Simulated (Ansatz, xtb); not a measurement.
## Two isomers of C5H6O3Si

Structure I: `O=C1C=C(O[SiH3])C(=O)C1`, a singlet. Structure II: `O=c1ccoc(O[SiH3])c1`, a singlet. Both are isolated molecules in the gas phase, relaxed with B3LYP-D3(BJ)/def2-SVP; the shapes shown needn't be the lowest conformers.

I (Å):

| atom | x (Å) | y (Å) | z (Å) |
| --- | --- | --- | --- |
| C | -2.9899 | -0.3578 | 0.3075 |
| C | -2.3291 | 0.1138 | -0.9271 |
| C | -1.0127 | -0.2262 | -0.9136 |
| C | -0.6735 | -0.9638 | 0.3466 |
| C | -1.9359 | -1.0709 | 1.1699 |
| O | -4.1547 | -0.2156 | 0.6027 |
| O | -0.0925 | 0.0136 | -1.8271 |
| O | 0.4430 | -1.3704 | 0.5877 |
| Si | 1.5778 | -0.3941 | -1.8543 |
| H | -2.8539 | 0.6538 | -1.7145 |
| H | 1.9919 | 0.1772 | -3.1617 |
| H | 1.7692 | -1.8643 | -1.8703 |
| H | 2.3117 | 0.2849 | -0.7593 |
| H | -1.8239 | -0.5849 | 2.1526 |
| H | -2.2125 | -2.1212 | 1.3567 |

II (Å):

```csv
atom,x (Å),y (Å),z (Å)
C,-1.6325,1.4970,0.9074
C,-2.0677,0.4505,-0.0462
C,-1.1763,-0.3297,-0.6782
C,0.6365,0.7262,0.3735
C,-0.1782,1.5639,1.0612
O,-2.4195,2.2227,1.4978
O,0.1695,-0.2134,-0.4879
O,1.9589,0.7187,0.4530
Si,3.0421,-0.3017,-0.3824
H,-3.1360,0.3250,-0.2266
H,-1.4059,-1.1206,-1.3925
H,4.3713,0.1423,0.0970
H,2.7892,-1.7201,-0.0199
H,2.9066,-0.0984,-1.8479
H,0.2583,2.2972,1.7380
```

Energies in hartree; the thermal terms are from GFN2-xTB frequencies at re-optimised GFN2-xTB minima (ideal gas, soft modes damped towards free rotors, one conformer each, 298.15 K, 1 atm) and include the zero-point energy:

|  | I | II |
| --- | --- | --- |
| E, CCSD(T)/def2-SVP | −707.334801 | −707.321037 |
| E, MP2/def2-SVP | −707.235241 | −707.220837 |
| E, MP2/def2-TZVPP | −708.137531 | −708.125290 |
| zero-point energy | 0.095869 | 0.096180 |
| H(298 K) − E | 0.105915 | 0.106186 |
| G(298 K) − E | 0.061624 | 0.061800 |

Question: Correct the CCSD(T) difference for the basis set by the MP2 change, then work out ΔE, ΔE₀, ΔH and ΔG for I → II in kJ/mol (1 Eh = 2625.50 kJ/mol) and the equilibrium ratio [II]/[I].

Answer: 1. Differences II − I: CCSD(T) +0.013764, MP2 in the small set +0.014404, MP2 in the large set +0.012241 Eh.
2. ΔE = +0.013764 + (+0.012241 − (+0.014404)) = +0.011601 Eh = +30.46 kJ/mol.
3. ΔE₀ = ΔE + ΔZPE = +0.011601 + (+0.000311) Eh = +31.27 kJ/mol.
4. ΔH = ΔE + (+0.000271) Eh = +31.17 kJ/mol.
5. ΔG = ΔE + (+0.000176) Eh = +30.92 kJ/mol, so ΔS = (ΔH − ΔG)/T = +0.8 J/(mol K).
6. kT = 0.9442 mEh, so K = [II]/[I] = exp(−ΔG/kT) = exp(−12.47) ≈ 3.8 × 10^−6.

Structure I is favoured at this temperature. An error of 4 kJ/mol in ΔG would change K by a factor of 5. HF/STO-3G found them nearly level. GFN2-xTB gave ΔE the other sign. Mirror images and further conformers aren't counted.

As drawn, II has 1 C=C, 2 C–O in place of 1 C=O, 2 C–C. Structure I has a 5-membered ring, II a 6-membered ring.

Other levels gave ΔE = −21.3 (GFN2-xTB); +2.0 (HF/STO-3G, GFN2-xTB geometries); +25.9 (r2SCAN-D4/def2-SVP, GFN2-xTB geometries); +25.4 (B3LYP-D3(BJ)/def2-SVP); +26.4 (HF/def2-SVP); +37.8 (MP2/def2-SVP); +36.1 (CCSD(T)/def2-SVP) kJ/mol. The correlated steps freeze 13 core orbitals. Programs: Ansatz 0.2.0, xtb 6.7.1.

The cyclopentenedione I lies below the pyranone II by +30.46 kJ/mol in electronic energy, and the zero-point and thermal terms barely alter this, so the preference is electronic rather than entropic. The bond count points the same way: II gives up a strong C=O π bond for a weaker C=C one, and its two extra C–O bonds don't make up the loss. Conjugation probably recovers much of the cost, because the ring oxygen and the silyloxy group both donate through the C=C bonds towards the remaining carbonyl, whereas I has two acceptor carbonyls competing for one alkene. The pyranone ring nevertheless keeps clearly alternating C–C distances, which suggests push-pull delocalisation rather than strong aromatic stabilisation. Hartree–Fock in the def2-SVP basis already favours I by +26.4 kJ/mol, so correlation strengthens the preference but doesn't create it. The equilibrium ratio says nothing about how readily the isomers interconvert, which would require rebuilding the ring skeleton and probably a substantial barrier.
